Dear colleague,

The extended Drude fit you apply to your alloy films has a microscopic counterpart in the memory function of G\"otze and W\"olfle (1972). Below I derive it, evaluate it for point impurities in a free-electron metal, and mark where it stops being reliable.

\textbf{Premises.} There are $N=nV$ non-interacting electrons of charge $-e$, with $\varepsilon_k=\hbar^2k^2/2m$ and Fermi function $f$. Fields vary as $e^{-i\omega t}$ and are uniform over a mean free path. Formulas are in SI. The Hamiltonian is $H=H_0+H'$,
\begin{equation}
H'=\sum_{\mathbf{kk}'s}U_{\mathbf{kk}'}c^\dagger_{\mathbf ks}c_{\mathbf k's},\qquad
\overline{|U_{\mathbf{kk}'}|^2}=\frac{n_i|v(q)|^2}{V},\qquad \mathbf q=\mathbf k-\mathbf k'\neq0,
\tag{1}
\end{equation}
where $v(q)$ is the Fourier transform of one impurity potential. The average is over uncorrelated positions at density $n_i$, which removes the interference between different impurities. For $\mathrm{Im}\,z>0$ define
\begin{equation}
\langle\!\langle A;B\rangle\!\rangle_z=-\frac{i}{\hbar}\int_0^\infty dt\,e^{izt}\langle[A(t),B]\rangle .
\tag{2}
\end{equation}
Integrating by parts, and moving the time derivative to $B$ by stationarity, gives
\begin{equation}
z\langle\!\langle A;B\rangle\!\rangle_z=\frac{\langle[A,B]\rangle}{\hbar}+i\langle\!\langle\dot A;B\rangle\!\rangle_z
=\frac{\langle[A,B]\rangle}{\hbar}-i\langle\!\langle A;\dot B\rangle\!\rangle_z,\qquad \dot A=\frac{[A,H]}{i\hbar}.
\tag{3}
\end{equation}

\textbf{Conductivity.} A vector potential $\mathcal A$ along $x$, with $E=iz\mathcal A$, adds $-J\mathcal A$ to $H$, where $J=-eP/m$ and $P$ is the total $x$ momentum. The current density is $\langle J\rangle/V-D\mathcal A$ with $D=ne^2/m=\epsilon_0\omega_p^2$, and linear response gives $\langle J\rangle=-\langle\!\langle J;J\rangle\!\rangle_z\mathcal A$. Hence
\begin{equation}
\sigma(z)=\frac{i}{z}\,[D-\chi(z)],\qquad \chi(z)=-\frac1V\langle\!\langle J;J\rangle\!\rangle_z .
\tag{4}
\end{equation}
A normal metal has finite $\sigma(0)$, so $\chi(0)=D$. An expansion of $\chi$ in $H'$ starts at $\chi=0$ and cannot reach this value in any finite order. One therefore expands another quantity, defined exactly by
\begin{equation}
\sigma(z)=\frac{iD}{z+M(z)},\qquad M(z)=\frac{z\chi(z)}{D-\chi(z)} .
\tag{5}
\end{equation}
A passive medium has $\mathrm{Re}\,\sigma>0$ in the upper half plane, so $1/\sigma$ and $M$ are analytic there. On the real axis $M=M'+iM''$ with $M''=D\,\mathrm{Re}(1/\sigma)\ge0$: this is your optical rate $1/\tau(\omega)$, and $1+M'/\omega$ is your optical mass factor.

\textbf{Force correlation.} The first form of (3) gives $z\langle\!\langle J;J\rangle\!\rangle=i\langle\!\langle\dot J;J\rangle\!\rangle$. The second form, applied to the right side, gives
\begin{equation}
z^2\langle\!\langle J;J\rangle\!\rangle_z=\frac{i}{\hbar}\langle[\dot J,J]\rangle+\langle\!\langle\dot J;\dot J\rangle\!\rangle_z .
\tag{6}
\end{equation}
The left side vanishes at $z\to0$ because $\chi(0)$ is finite, so the constant is $-\langle\!\langle\dot J;\dot J\rangle\!\rangle_0$, and exactly
\begin{equation}
\chi(z)=\frac{\Phi(z)-\Phi(0)}{z^2},\qquad
\Phi(z)=-\frac1V\langle\!\langle\dot J;\dot J\rangle\!\rangle_z=\frac{\langle\!\langle[J,H];[J,H]\rangle\!\rangle_z}{\hbar^2V}.
\tag{7}
\end{equation}
Since $[J,H_0]=0$, $\dot J$ is first order in $H'$. At fixed $z$, $\chi$ is then second order, the denominator in (5) may be replaced by $D$, and $\Phi$ may be evaluated with $H_0$ alone (superscript 0):
\begin{equation}
M(z)=\frac{\Phi^0(z)-\Phi^0(0)}{z\,ne^2/m}.
\tag{8}
\end{equation}
The replacement needs $|\chi|/D\simeq|M/z|\ll1$. Using (8) in (5) at $|z|\lesssim|M|$ is an extra assumption, namely that $M$, unlike $\chi$, has a uniform expansion. I test it further down.

\textbf{Evaluation.} From $[P,c^\dagger_{\mathbf k}c_{\mathbf k'}]=\hbar q_xc^\dagger_{\mathbf k}c_{\mathbf k'}$ the force is $\dot P=-i\sum q_xU_{\mathbf{kk}'}c^\dagger_{\mathbf k}c_{\mathbf k'}$. Under $H_0$ the pair operator evolves as $e^{i(\varepsilon_k-\varepsilon_{k'})t/\hbar}$, and its commutator has an average only with $c^\dagger_{\mathbf k'}c_{\mathbf k}$, equal to $f_k-f_{k'}$. The coefficient is $(-i)^2q_x(-q_x)|U|^2=q_x^2|U|^2$, spin gives a factor 2, and
\begin{equation}
\Phi^0(z)=-\frac{2e^2n_i}{m^2V^2}\sum_{\mathbf{kk}'}q_x^2|v(q)|^2\,\frac{f_k-f_{k'}}{\hbar z+\varepsilon_k-\varepsilon_{k'}} .
\tag{9}
\end{equation}
The subtraction in (8) was fixed at $z\to0$, outside the perturbative region, so it needs a separate check. Directly, $(i/\hbar)\langle[\dot P,P]\rangle=-\sum q_x^2U_{\mathbf{kk}'}\langle c^\dagger_{\mathbf k}c_{\mathbf k'}\rangle$, and static first-order theory gives $\langle c^\dagger_{\mathbf k}c_{\mathbf k'}\rangle=U_{\mathbf{k'k}}(f_k-f_{k'})/(\varepsilon_k-\varepsilon_{k'})$. The constant in (6), divided by $V$, is thus $+\Phi^0(0)$ in second order, as (7) and (8) require.

At $z=\omega+i0$ we have $\mathrm{Im}(y+i0)^{-1}=-\pi\delta(y)$, $\Phi^0(0)$ is real, and isotropy turns $q_x^2$ into $q^2/3$:
\begin{equation}
M''(\omega)=\frac{2\pi n_i}{3nm\omega V^2}\sum_{\mathbf{kk}'}q^2|v(q)|^2(f_k-f_{k'})\,\delta(\hbar\omega+\varepsilon_k-\varepsilon_{k'}).
\tag{10}
\end{equation}
Because $\mathrm{Im}\,\Phi^0$ is odd in $\omega$, the spectral form of (9) turns (8) into
\begin{equation}
M(z)=\frac{2z}{\pi}\int_0^\infty d\omega'\,\frac{M''(\omega')}{\omega'^2-z^2}.
\tag{11}
\end{equation}

\textbf{Static limit.} For $\omega\to0$, $(f_k-f_{k'})/\omega\to-\hbar\,\partial f/\partial\varepsilon$ and $q^2=2k^2(1-\cos\theta)=4m\varepsilon(1-\cos\theta)/\hbar^2$. Let $g(\varepsilon)=mk/2\pi^2\hbar^2$ be the density of states per spin and volume. Partial integration of $n=2\int gf\,d\varepsilon$ with $g\propto\varepsilon^{1/2}$ gives $n=\frac43\int\varepsilon g(-\partial f/\partial\varepsilon)\,d\varepsilon$. Inserting these in (10),
\begin{equation}
M''(0)=\Big\langle\frac1{\tau_{\rm tr}(\varepsilon)}\Big\rangle,\qquad
\frac1{\tau_{\rm tr}(\varepsilon)}=\frac{2\pi}{\hbar}n_ig(\varepsilon)\int\frac{d\Omega_{\mathbf k'}}{4\pi}|v(q)|^2(1-\cos\theta),
\tag{12}
\end{equation}
where $\langle\dots\rangle$ is the normalised average with weight $\varepsilon^{3/2}(-\partial f/\partial\varepsilon)$. For $k_BT\ll E_F$ this is the Born transport rate at the Fermi energy. The factor $1-\cos\theta$ comes from the two commutators, each of which supplies the momentum lost in a collision.

\textbf{Point impurities.} Put $v(q)=u=2\pi\hbar^2a/m$, with $a$ the Born scattering length. The $\cos\theta$ term averages out, and with $g_F=g(E_F)$
\begin{equation}
\frac1\tau=\frac{2\pi}{\hbar}n_iu^2g_F=n_iv_F\,4\pi a^2 .
\tag{13}
\end{equation}
At finite $\omega$ the angular average of $q^2$ is $k^2+k'^2=2m(2\varepsilon+\hbar\omega)/\hbar^2$. Take $T=0$, $n=\frac43E_Fg_F$, $x=\hbar\omega/E_F$ and $y=\varepsilon/E_F$. The factor $f_k-f_{k'}$ is one for $\max(0,1-x)<y<1$, so
\begin{equation}
\tau M''=\frac1{2x}\int dy\,\sqrt{y(y+x)}\,(2y+x)=\frac{1}{3x}\Big[(y^2+xy)^{3/2}\Big]_{\max(0,1-x)}^{1},
\tag{14}
\end{equation}
because $2y+x$ is the derivative of $y^2+xy$. At the limits $y^2+xy$ equals $1+x$ and $\max(0,1-x)$. Both cases are the imaginary part, on the real axis, of
\begin{equation}
\tau M(z)=\frac{i}{3\zeta}\Big[(1+\zeta)^{3/2}-(1-\zeta)^{3/2}\Big],\qquad\zeta=\frac{\hbar z}{E_F},
\tag{15}
\end{equation}
with principal branches. This function is the integral (11). Both are analytic in the upper half plane and grow as $|z|^{1/2}$. Their difference is real on the real axis, so it continues by reflection to an entire function of sublinear growth, which is a real constant, and the constant is zero because both are imaginary at imaginary $z$. For $0<x<1$ the bracket is real, so that
\begin{equation}
M'=0,\qquad \tau M''=1-\frac{x^2}{24}-\frac{x^4}{128}-\dots,
\tag{16}
\end{equation}
which falls only to $2^{3/2}/3=0.94$ at $x=1$. For $x>1$, $(1-x-i0)^{3/2}=i(x-1)^{3/2}$ gives $\tau M'=(x-1)^{3/2}/3x$. In this order point scatterers give an almost flat rate and no optical mass enhancement below $E_F$.

\textbf{Phonons.} Your films also have $H'=V^{-1/2}\sum\gamma_{\mathbf{kk}'}c^\dagger_{\mathbf k}c_{\mathbf k'}(b_{\mathbf q}+b^\dagger_{-\mathbf q})$. Take the phonons in equilibrium (no drag), with Bose factor $n_B$ and $\beta=1/k_BT$, and take $\hbar\omega,\hbar\Omega,k_BT\ll E_F$, so that $g=g_F$ and $k=k'=k_F$. Then $n_i|v|^2\to|\gamma|^2$ in the derivation above. Inserting eigenstates of $H_0$ in (2) and using detailed balance gives $-\mathrm{Im}\langle\!\langle B;B^\dagger\rangle\!\rangle=\pi(1-e^{-\beta\hbar\omega})\sum_{jl}p_j|\langle l|B^\dagger|j\rangle|^2\delta(\hbar\omega-E_l+E_j)$, with $p_j$ the thermal weights. The electron gains $\hbar(\omega-\Omega)$ with weight $1+n_B(\Omega)$ (emission) or $\hbar(\omega+\Omega)$ with weight $n_B(\Omega)$ (absorption), and $\int d\varepsilon f(\varepsilon)[1-f(\varepsilon+\hbar\nu)]=\hbar\nu[1+n_B(\nu)]$. The elastic phase space $\int(f_k-f_{k'})\,d\varepsilon=\hbar\omega$ is thereby replaced by $\hbar K$, which the identity $[1+n_B(\nu)][1+n_B(\nu')]=[1+n_B(\nu+\nu')][1+n_B(\nu)+n_B(\nu')]$ reduces to
\begin{equation}
K=\omega\coth\frac{\beta\hbar\Omega}2+\frac{\omega-\Omega}2\coth\frac{\beta\hbar(\omega-\Omega)}2-\frac{\omega+\Omega}2\coth\frac{\beta\hbar(\omega+\Omega)}2 .
\tag{17}
\end{equation}
With $\alpha^2_{\rm tr}F(\Omega)=(g_F/\hbar)\int(d\Omega_{\mathbf k'}/4\pi)|\gamma|^2(1-\cos\theta)\,\delta(\Omega-\Omega_q)$ and $\lambda_{\rm tr}=2\int d\Omega\,\alpha^2_{\rm tr}F/\Omega$,
\begin{equation}
M''_{\rm ph}(\omega)=\frac{2\pi}{\omega}\int d\Omega\,\alpha^2_{\rm tr}F\,K,\qquad
M''_{\rm ph}(0)=\frac{4\pi k_BT}{\hbar}\int\frac{d\Omega}{\Omega}\,\alpha^2_{\rm tr}F\left[\frac{s}{\sinh s}\right]^2,
\tag{18}
\end{equation}
where $s=\beta\hbar\Omega/2$ and $K/\omega\to s/\sinh^2s$ was used. For $k_BT\gg\hbar\Omega$ the bracket is $1-(\beta\hbar\Omega)^2/12+\dots$, so $M''_{\rm ph}(0)\to2\pi\lambda_{\rm tr}k_BT/\hbar$. At $T=0$, $K=\omega-\Omega$ above threshold and zero below, so one Einstein mode gives $\pi\lambda_{\rm tr}\Omega(1-\Omega/\omega)$. Cross terms with the impurities vanish because $\langle b\rangle=0$, and the two rates add in this order.

\textbf{Range of validity.} (i) Equation (8) is controlled for $|M|\ll\omega$. To test it below that, use the linearised Boltzmann equation, valid for $\hbar\omega,\hbar/\tau\ll E_F$. For elastic isotropic scattering $\cos\theta$ is an eigenfunction of the collision operator at each energy, with eigenvalue $1/\tau_{\rm tr}(\varepsilon)$, so $\sigma=iD\langle[\omega+i/\tau_{\rm tr}]^{-1}\rangle$ with the weight of (12). For $\omega\tau\gg1$ this gives $M''=\langle1/\tau_{\rm tr}\rangle$, as in (12). At $\omega=0$ it gives $1/\langle\tau_{\rm tr}\rangle$, so (12) overestimates the resistivity by the factor $\langle\tau_{\rm tr}\rangle\langle1/\tau_{\rm tr}\rangle\ge1$. For point scatterers $\tau_{\rm tr}\propto\varepsilon^{-1/2}$. The Sommerfeld expansion $\int\varepsilon^p(-\partial f/\partial\varepsilon)d\varepsilon\simeq\mu^p[1+p(p-1)\pi^2(k_BT)^2/6\mu^2]$, with $p=1$ and $2$ above and $p=3/2$ twice below, gives $1+(\pi^2/12)(k_BT/E_F)^2$. A non-degenerate gas gives $\Gamma(2)\Gamma(3)/\Gamma(5/2)^2=32/9\pi=1.13$. The continuation to $\omega=0$ is safe when one rate governs the current, and it fails to the extent that the rate varies with energy, direction or band.

(ii) The Born order requires $\pi g_F|u|=k_F|a|\ll1$. A zero-range scatterer has amplitude $-a/(1+ika)$ and cross section $4\pi a^2/(1+k^2a^2)$, so (13) is too large by the factor $1+(k_Fa)^2$. Higher orders in $k_Fa$ also carry their own frequency dependence, which I have not computed.

(iii) Independent collisions require $k_F\ell\gg1$, with $\ell=v_F\tau$. Interference between impurities enters at relative order $1/k_F\ell$, and localisation lies outside (8).

(iv) The point limit needs a potential range $r_0$ with $kr_0\ll1$ for initial and final states. A finite range cuts off the $x^{1/2}/3$ tail of $\tau M''$ near $x\sim(k_Fr_0)^{-2}$, and (11) then shifts $M'/\omega$ by an amount of order $k_Fr_0\,\hbar/E_F\tau$.

(v) One parabolic band without interaction: interband absorption must be removed from your data before $M$ is extracted, and $D$ must be the intraband weight.

\textbf{Numbers.} Take $n=8.5\times10^{22}$ cm$^{-3}$, approximately the conduction density of copper, which gives $k_F=1.36$ \AA$^{-1}$, $E_F=7.05$ eV, $v_F=1.57\times10^8$ cm/s and $\hbar\omega_p=10.8$ eV. Take $n_i=0.01\,n$ and $a=0.20$ \AA, so that $u=9.6$ eV\,\AA$^3$ and $4\pi a^2=0.50$ \AA$^2$. I chose $a$ so that the residual resistivity lands at the few tenths of a $\mu\Omega$\,cm per atomic per cent typical of weak solutes in noble metals; strong solutes typically scatter some ten times more and leave the Born range. Equation (13) gives $\ell=0.23$ $\mu$m, $\tau=0.15$ ps and $\hbar/\tau=4.4$ meV, or $36$ cm$^{-1}$, and the model's resistivity is $\rho_0=1/D\tau=0.28$ $\mu\Omega$\,cm, or $\sigma(0)=3.6\times10^6$ $\Omega^{-1}$cm$^{-1}$. Here $k_Fa=0.27$ and $(k_Fa)^2=0.074$, which is why only two figures are kept. The other small parameters are $1/k_F\ell=3\times10^{-4}$, $\hbar/E_F\tau=6\times10^{-4}$, and a thermal excess of $1.1\times10^{-5}$ at 300 K.

At $\hbar\omega=1$ eV, $x=0.142$ and $|M|/\omega=4.4\times10^{-3}$, well inside the controlled region. Equation (16) lowers the rate by $8\times10^{-4}$ of its value. That is comparable with $1/k_F\ell$ and far below the Born correction, so only the flatness of the rate is a prediction. Phonons are not negligible there. An illustrative Einstein mode with $\lambda_{\rm tr}=0.1$ and $\hbar\Omega=20$ meV adds $6.2$ meV at 1 eV even at $T=0$, more than the impurity rate. In the static rate at 300 K it adds $2\pi\lambda_{\rm tr}k_BT=16$ meV, lowered by 5 per cent through the bracket in (18). The quantity to compare is therefore the difference between alloy and host at equal temperature. Since the rates add and $\mathrm{Re}\,\sigma\simeq DM''/\omega^2$ for $|M|\ll\omega$, the model's impurity part at 1 eV is $\mathrm{Re}\,\sigma=70$ $\Omega^{-1}$cm$^{-1}$ for one atomic per cent, corresponding to a rigid upward shift of $\hbar/\tau(\omega)$ by $4.4$ meV.